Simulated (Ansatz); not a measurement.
# A series in volume per atom on Sn

All results are calculated (Ansatz 0.2.0). Periodic Kohn-Sham DFT of a crystal at fixed atoms; pressure and stress are positive in compression; the energy is the free energy less that of spherical unpolarised free atoms; site moments are those in the method's own spheres, positive along +z.

Cell of the first row (space group I4/mmm, No. 139):
```
CELL_PARAMETERS angstrom
-1.55830 1.55830 2.85610
1.55830 -1.55830 2.85610
1.55830 1.55830 -2.85610
ATOMIC_POSITIONS crystal
Sn 0.00000 0.00000 0.00000
```

Settings of every row: method all-electron PAW; functional PBEsol; relativity scalar; k mesh 18x18x18; filling fermi-dirac; smearing width 0.03 eV; nucleus gaussian.

Atom start moment: 0 on all atoms.

| row | volume per atom (Å³) | pressure (GPa) |
| --- | --- | --- |
| 1 | 27.741 | -1.676 |
| 2 | 27.756 | -1.701 |
| 3 | 28.332 | -2.602 |
| 4 | 28.922 | -3.412 |
| 5 | 29.217 | ? |
| 6 | 29.512 | -4.111 |
| 7 | 29.807 | -4.427 |
| 8 | 30.102 | -4.726 |
| 9 | 30.693 | -5.28 |
| 10 | 31.283 | -5.772 |

Question: what pressure should row 5 give?

Worked fit of pressure. Take u = (V_r/V)^(2/3) − 1 with V_r = 29.512 Å³ an atom, which is twice the finite (Eulerian) strain; such expansions in the strain, on which the Birch-Murnaghan equation of state is built, carry the rest volume and the bulk modulus. The shown rows have u = 0.04212, 0.04174, 0.02758, 0.01355, 0, -0.00661, -0.01311, -0.02582, -0.03811. Least squares give pressure = −4.1103 + 49.276 × u + 174.19 × u² + 674 × u³ GPa; a parabola predicts inner rows, each left out in turn, worse (root mean square 0.012 against 0.0033 GPa). The rows lie off it by -0.001, 0.000, 0.003, -0.003, -0.001, 0.002, 0.002, -0.002, 0.001. The withheld row has u = 0.00672, so the fit gives −4.1103 + 49.276 × (0.00672) + 174.19 × (0.00672)² + 674 × (0.00672)³ = -3.771 GPa.

The calculation gave -3.774 GPa. The fit lies 0.003 GPa (0.073 % of the column's range) above it; its largest miss of a shown row is 0.003 GPa.
